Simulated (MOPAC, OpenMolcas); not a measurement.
**How methods differ on CH6GeO (SMILES C[O][GeH3])**

CH6GeO has 9 atoms, charge 0, and is taken as a singlet. As SMILES, `C[O][GeH3]`. Geometry: relaxed at PBE0-D4/def2-TZVP.

Each level gives the dipole moment (D). The values are calculated.

```json
{"level": "PM7", "kind": "semi-empirical", "program": "MOPAC", "value (D)": "2.95"}
{"level": "HF/cc-pVDZ", "kind": "Hartree–Fock", "program": "OpenMolcas", "value (D)": "1.41"}
{"level": "SVWN5/cc-pVDZ", "kind": "LDA", "program": "OpenMolcas", "value (D)": "1.07"}
{"level": "PBE/cc-pVDZ", "kind": "GGA", "program": "OpenMolcas", "value (D)": "1.02"}
{"level": "revPBE/cc-pVDZ", "kind": "GGA", "program": "OpenMolcas", "value (D)": "1.02"}
{"level": "M06-L/cc-pVDZ", "kind": "meta-GGA", "program": "OpenMolcas", "value (D)": "1.11"}
{"level": "BHLYP/cc-pVDZ", "kind": "global hybrid", "program": "OpenMolcas", "value (D)": "1.27"}
```

All-electron rows without a relativistic Hamiltonian named are non-relativistic. The values span 1.02 to 2.95 D. Magnitudes only.

The Hartree–Fock and density-functional dipoles form a fairly compact group, from 1.02 to 1.41 D, while PM7 stands well apart at 2.95 D and alone accounts for most of the spread. A moderate moment is chemically reasonable for methoxygermane. Oxygen draws density from both carbon and the more electropositive germanium, but the two bond dipoles add only partly across the bent C–O–Ge bridge, and the hydridic Ge–H bonds oppose the Ge–O contribution. The net moment is therefore a balance of larger terms, and small shifts of charge can change it noticeably.

Within the group, the three largest-to-smallest steps run from Hartree–Fock through BHLYP at 1.27 D to the semilocal functionals, probably because exact exchange keeps more density on oxygen. PBE and revPBE coincide, so their different exchange enhancement hardly affects this property. The data support a polar molecule and identify PM7 as the outlier, but without a measured or high-level correlated reference, the clustering of the semilocal values is no evidence of their accuracy.
